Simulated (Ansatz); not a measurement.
BP at 22 GPa: from Born charge to LO–TO splitting and polaron coupling

These are results of DFT LDA, scalar-relativistic, plane waves, PAW in Ansatz, not measurements. Plane waves to 420 eV; Γ-centred k mesh 12×12×12; fixed occupations. No spin polarisation. Phonons by linear response, acoustic sum rule imposed.

The cell, relaxed at 22 GPa:
```cif
data_structure
_symmetry_space_group_name_H-M 'P 1'
_symmetry_Int_Tables_number 1
_cell_length_a 3.0678
_cell_length_b 3.0678
_cell_length_c 3.0678
_cell_angle_alpha 60.000
_cell_angle_beta 60.000
_cell_angle_gamma 60.000
_cell_volume 20.41
loop_
_atom_site_label
_atom_site_type_symbol
_atom_site_fract_x
_atom_site_fract_y
_atom_site_fract_z
_atom_site_occupancy
B1 B 0.00000 0.00000 0.00000 1
P1 P 0.75000 0.75000 0.75000 1
```

Other phases may be more stable at this pressure.

Linear response gives ν_TO = 909.7 cm⁻¹, Born charges ±0.981 e (positive on P) and ε∞ = 9.167. The primitive cell holds 20.415 Å³, and the masses are 10.810 and 30.974 amu.

**Question.** Find ν_LO and the static dielectric constant.

**Answer.** The long-wave field adds a restoring force: ω_LO² − ω_TO² = Z*²e²/(ε_vac ε∞ μV). In these units ν_LO² − ν_TO² = 4.92064×10⁷ Z*²/(μ V ε∞) cm⁻², with μ = m₁m₂/(m₁ + m₂) = 8.013 amu: 31550 cm⁻². So ν_LO = √(909.7² + 31550) = 926.9 cm⁻¹, and the run gives 926.9. Lyddane–Sachs–Teller then gives ε0 = ε∞ (ν_LO/ν_TO)² = 9.52, against 9.52 in the run (it forms both from the same three quantities, so the match checks the arithmetic only). Between ν_TO and ν_LO the dielectric function is negative and an undamped crystal reflects fully: a reststrahlen band from 10.8 to 11.0 μm.

**Question.** What do the Clausius–Mossotti polarisability and the Szigeti charge come to?

**Answer.** With the Lorentz local field, α = (3V/4π)(ε∞ − 1)/(ε∞ + 2) = 3.56 Å³ for the pair, and e_S = 3Z*/(ε∞ + 2) = 0.26 e. The Born charge includes the electrons' response to the dipole's own local field, and e_S takes that enhancement out. The Lorentz field assumes point-like polarisable ions, a poor picture once ε∞ is this large, since the electron clouds then overlap or are shared, so both numbers are formal here.

**Question.** How strongly does a slow electron couple to the LO mode?

**Answer.** For one isotropic parabolic band, Fröhlich's constant is α_F = (1/ε∞ − 1/ε0) √(m* Ry/ħω_LO), with Ry = 13.606 eV, ħω_LO = 114.9 meV and m* in free-electron masses: α_F = 0.0040 × 10.88 × √m* = 0.04 √m*. The band mass isn't part of this run; for m* = 0.1, 0.3 and 1 it gives 0.01, 0.02, 0.04. In weak coupling the polaron lies α_F ħω_LO below the band edge (3 meV at m* = 0.3) with a mass m*(1 + α_F/6); past α_F of about 5 or 6 that expansion fails. A semilocal functional's ε∞ tends to be too large, which taken alone lowers α_F.

Cost: 1 run of about 0.48 core-minutes, on Intel Xeon Platinum 8488C (Sapphire Rapids) (shared hosts).

The lattice adds little to the screening: the dielectric constant rises only from 9.167 to 9.52, although the Born charges are close to one electron. Stiff, directional sp³ bonds let a static field displace the sublattices only slightly, and the mass cancels from this static response, so light boron raises the phonon frequencies but does not itself explain the small ionic term. The strong electronic screening also weakens the long-range field that separates LO from TO.

The positive charge on P runs against the usual electronegativity order. It is a dynamical charge, however, measuring how bond electrons shift as the atoms move, and not a static ionic charge. Four shared-pair bonds per atom formally leave P positive and B negative, and boron's compact 2p shell probably favours the same polarity.

The small Fröhlich constant supports weak polar coupling for ordinary band masses, but not weak electron–phonon coupling overall, since deformation-potential scattering by acoustic and optical modes is a separate channel.
